A nitrogen and a hydrogen molecule attract each other weakly, and such attractions help to decide how far a gas mixture departs from ideal behaviour. Here the two molecules lie almost in line, end to end, and H₂ is pushed towards N₂ or pulled away from it. Zero shift is the minimum found with another method, PBE0-D4. Attraction and repulsion refer here to the sign of the energy: a negative value puts the pair below the two separate molecules. Which way the force acts depends on the slope of the curve instead.

Interaction energies of N₂ and H₂ in the gas phase, calculated with Ansatz 0.2.0 in the def2-TZVPPD basis with counterpoise correction; negative values mean binding. CCSD and CCSD(T) use frozen cores. H₂ is moved rigidly from the PBE0-D4/def2-TZVP minimum along the line between the midpoints of the molecules, with positive shifts leading away from N₂.

```tsv
shift from the minimum (Å)	CCSD(T) (kcal/mol)	wB97M-V (kcal/mol)	HF (kcal/mol)	CCSD (kcal/mol)	wB97M-V less CCSD(T) (kcal/mol)
-0.302	-0.04	0.00	0.41	0.03	0.04
-0.151	-0.14	-0.10	0.20	-0.09	0.04
0.000	-0.18	-0.14	0.09	-0.14	0.04
0.151	-0.18	-0.15	0.03	-0.15	0.03
0.362	-0.16	-0.14	-0.01	-0.14	0.02
0.755	-0.11	-0.10	-0.03	-0.10	0.01
1.510	-0.05	-0.04	-0.02	-0.04	0.00
3.021	-0.01	-0.01	-0.01	-0.01	0.00
```

**(a) Hartree–Fock (HF) gives repulsion at short distance and a faint attraction farther out. Which two forces compete in it? Estimate the attraction at a shift of 1.510 Å from properties of the separate molecules, and compare it with the table.**

*Solution.* The repulsion comes from overlap. Both molecules have closed shells, and the Pauli principle keeps electrons of the same spin apart, so pushing the two clouds into each other costs energy. The tails of the clouds fall off roughly exponentially with distance, and so does this cost.

The attraction is electrostatic. Neither molecule has a dipole, but each has a quadrupole. The ends of N₂ are negative because of its lone pairs, whereas the ends of H₂ are positive, since its electrons gather between the nuclei. Placed end to end, the molecules therefore face each other with opposite charge.

On its axis, a quadrupole Q₁ produces a potential Q₁/R³ at distance R. The curvature of that potential along the axis is 12Q₁/R⁵. The energy of a second quadrupole Q₂ in line with the first is half the product of Q₂ and this curvature:

E = ½ · Q₂ · 12Q₁/R⁵ = 6Q₁Q₂/R⁵.

Rough recalled moments are −1.1 atomic units for N₂ and +0.46 for H₂. At a shift of 1.510 Å the centres of the molecules are 5.43 Å apart. The slight bend of the pair is neglected.

- Distance: R = 5.43/0.53 ≈ 10.2 bohr, so R⁵ ≈ 1.1 × 10⁵.
- Numerator: 6 × (−1.1) × 0.46 ≈ −3.0.
- Energy: −3.0/(1.1 × 10⁵) ≈ −2.7 × 10⁻⁵ hartree. With about 630 kcal/mol to the hartree, this is −0.02 kcal/mol.

HF gives −0.02 kcal/mol in this row, so the electrostatic picture accounts for its attractive tail. Closer in, the exponential repulsion overtakes the slower R⁻⁵ law, and HF changes sign between 0.151 and 0.362 Å.

**(b) At zero shift HF is still repulsive, yet CCSD(T) gives binding. What supplies it, and why does the energy rise so much faster inwards than outwards?**

*Solution.* The difference between CCSD(T) and HF is the contribution of electron correlation. At zero shift it is −0.27 kcal/mol, which outweighs the HF repulsion of 0.09. Most of it should be dispersion: a momentary shift of charge in one molecule induces a matching shift in the other, and the two attract.

The spins of the electrons support this reading. For electrons on different molecules with little overlap, dispersion hardly depends on whether their spins are equal or opposite. Correlation within one molecule favours opposite spins. In the same calculations at the innermost point, the simpler MP2 method gives −0.23 kcal/mol from equal and −0.24 from opposite spins, as dispersion would.

The position of the minimum depends on how fast repulsion and attraction change, not on which is larger. Between 0.000 and 0.151 Å, HF becomes less repulsive by 0.06 kcal/mol while correlation loses 0.06 of its attraction. The two changes cancel, and CCSD(T) shows −0.18 in both rows. The bottom of its curve lies around these points, and two decimals don't place it more closely.

The lopsided shape follows from the two distance laws. Dispersion grows roughly as R⁻⁶, so shortening R from 3.92 to 3.62 Å strengthens it by a factor of (3.92/3.62)⁶ ≈ 1.6. The fitted overlap repulsion roughly triples over the same step. Moving inwards by 0.302 Å therefore removes most of the binding, while moving outwards by 0.362 Å costs only 0.02 kcal/mol.

Two argon atoms are a simpler system with the same balance: an exponential wall meets an attraction that is close to R⁻⁶. The comparison ends with the electrostatics. Argon atoms are round and have no quadrupoles, so they lack the attractive HF tail of part (a), and their energy doesn't depend on orientation.

To test this picture, an exponential was fitted to HF less the quadrupole estimate, and one R⁻⁶ term to the correlation part, each on all eight rows. Their sum with the quadrupole term follows CCSD(T) to about 0.01 kcal/mol, as the output below shows. This is a test of form, since every row took part in the fits. The correlation part in fact falls somewhat faster than R⁻⁶; theory expects steeper terms such as R⁻⁸ at these distances, so the fitted strength isn't a pure R⁻⁶ dispersion constant.

**(c) At the innermost point CCSD(T) still gives binding, CCSD gives repulsion and wB97M-V gives zero. Why do the methods disagree even on the sign?**

*Solution.* The total there is a small remainder of two much larger parts. HF contributes 0.41 kcal/mol of repulsion and correlation −0.45, which leaves −0.04. A method that misses a modest share of the correlation part can therefore turn attraction into repulsion.

CCSD does this. It leaves out the triples, the joint excitations of three electrons that CCSD(T) includes approximately. They contribute about 0.06 kcal/mol of attraction here by the unrounded energies (the rounded table entries give 0.07), roughly a seventh of the correlation part but more than the whole remaining binding. Theory gives the reason: triples improve the description of how the charge in one molecule responds while its own electrons avoid each other, and this usually strengthens dispersion.

The density functional wB97M-V also binds too weakly compared with CCSD(T). It treats repulsion and dispersion with approximations of its own, and the table doesn't show which of them is responsible. The gap is at most 0.04 kcal/mol, which sounds negligible, yet at zero shift it is about a fifth of the binding. At the innermost point it is as large as the binding itself.

The reference has an error of its own. Counterpoise correction removes the false attraction that arises when one molecule borrows the other's basis functions, but it doesn't make the basis complete. A basis of this size usually leaves dispersion somewhat too weak, so a larger one should make CCSD(T) bind more strongly. MP2 calculations at zero shift point the same way: enlarging the basis strengthens their binding from about −0.19 to −0.21 kcal/mol. A similar gain in CCSD(T) would probably widen the gap to wB97M-V rather than close it.

Numerical output:

```
fit of hf - qq on 8 rows: coefficient of exp(-s*x) 0.1738 +/- 0.00094, s 3.733; rms 0.00305, worst 3.021 0.0051, leave-one-out rms 0.00345
fit of corr_part on 8 rows: coefficient of (R0/R)**6 -0.2706 +/- 0.0037; rms 0.00883, worst 0.755 -0.0141, leave-one-out rms 0.0109
fit of corr_part on 8 rows: coefficient of (R0/R)**s -0.2658 +/- 0.0016, s 6.575; rms 0.00346, worst 3.021 -0.00622, leave-one-out rms 0.00407
Parts, changes from the row before, and model (kcal/mol, R in Å):
     row      R  correlation  triples  change HF  change correlation  change CCSD(T)  quadrupoles   HF model  R^-6 model  total model
  -0.302   3.62        -0.45    -0.07        n/a                 n/a             n/a      -0.1272     0.4096     -0.4376     -0.02801
  -0.151  3.771        -0.34    -0.05      -0.21                0.11            -0.1      -0.1037     0.2018     -0.3424      -0.1407
     0.0  3.922        -0.27    -0.04      -0.11                0.07           -0.04     -0.08519    0.08864     -0.2706      -0.1819
   0.151  4.073        -0.21    -0.03      -0.06                0.06               0     -0.07053     0.0284     -0.2157      -0.1873
   0.362  4.284        -0.15    -0.02      -0.04                0.06            0.02     -0.05479  -0.009789     -0.1593      -0.1691
   0.755  4.677        -0.08    -0.01      -0.02                0.07            0.05     -0.03533   -0.02495    -0.09409       -0.119
    1.51  5.432        -0.03    -0.01       0.01                0.05            0.06     -0.01672    -0.0161    -0.03833     -0.05443
   3.021  6.943            0        0       0.01                0.03            0.04      -0.0049  -0.004898   -0.008791     -0.01369
HF change from zero shift to the innermost row (kcal/mol): 0.32
correlation change from zero shift to the innermost row (kcal/mol): -0.18
triples as share of the correlation part at zero shift (%): 14.81
wB97M-V gap as share of the CCSD(T) binding at zero shift (%): 22.22
same-spin MP2 part of the interaction at the innermost row (kcal/mol): -0.2319
opposite-spin MP2 part of the interaction at the innermost row (kcal/mol): -0.2397
estimated induction at zero shift (kcal/mol): -0.003386
rms of total model less CCSD(T) (kcal/mol): 0.007061
```
